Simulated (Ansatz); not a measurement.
# Ligand exchange: KOH + SiH3(SH) → KSH + SiH3(OH)

Species: KOH `[OH][K]`, singlet; SiH3(SH) (sulfanylsilane), singlet; KSH `[SH][K]`, singlet; SiH3(OH) (silanol), singlet. The partners trade OH for SH: K–OH and Si–SH bonds give way to K–SH and Si–OH.

Shapes, held fixed at every level: PBE0-D4/def2-TZVP. Programs: Ansatz 0.2.0. The zero-point and thermal change to 298 K, harmonic and unscaled (PBE0-D4/def2-TZVP), is +0.7 kJ/mol.

```csv
level,kind,ΔH(298 K) (kJ/mol),less CCSD(T)/def2-TZVPP
HF/def2-SVP,Hartree–Fock,-127.8,-26.7
HF/def2-TZVPP,Hartree–Fock,-131.5,-30.4
B3LYP-D4/def2-TZVPP,global hybrid,-93.4,+7.7
r2SCAN0-D4/def2-TZVPP,global hybrid,-99.8,+1.3
MP2/def2-SVP,perturbation theory,-93.8,+7.3
CCSD/def2-TZVPP,coupled cluster or CI,-104.8,-3.7
CCSD(T)/def2-TZVPP,coupled cluster or CI,-101.1,0.0
```

The highest level, CCSD(T)/def2-TZVPP, gives ΔH(298 K) = -101.1 kJ/mol; the levels span -131.5 to -93.4. The column of differences is taken from that level and isn't an error. No measured value is set beside it here. Correlated rows may include outer-core shells of K, which these sets cover unevenly.

The exchange is strongly exothermic at every level, and the thermal correction of +0.7 kJ/mol is too small to matter, so the preference is electronic. Silicon gains more by trading sulfur for oxygen than potassium loses by the reverse trade. The Si–O bond is short and highly polar, with good overlap and some donation from the oxygen lone pairs into Si–H antibonding orbitals, whereas Si–S is longer and less polar. On the largely ionic potassium side, the smaller hydroxide ion binds K⁺ more tightly, but hydrosulfide holds the negative charge better, which offsets part of that loss.

Both Hartree–Fock rows exaggerate the exothermicity, and enlarging the basis doesn't remove the excess. Electron correlation therefore favours the reactants on balance, probably because mean-field theory overstates the advantage of the polar Si–O bond. The sign of the reaction enthalpy is secure for the isolated molecules, but it doesn't carry over directly to solution or solids, where hydroxide and hydrosulfide are stabilised differently.
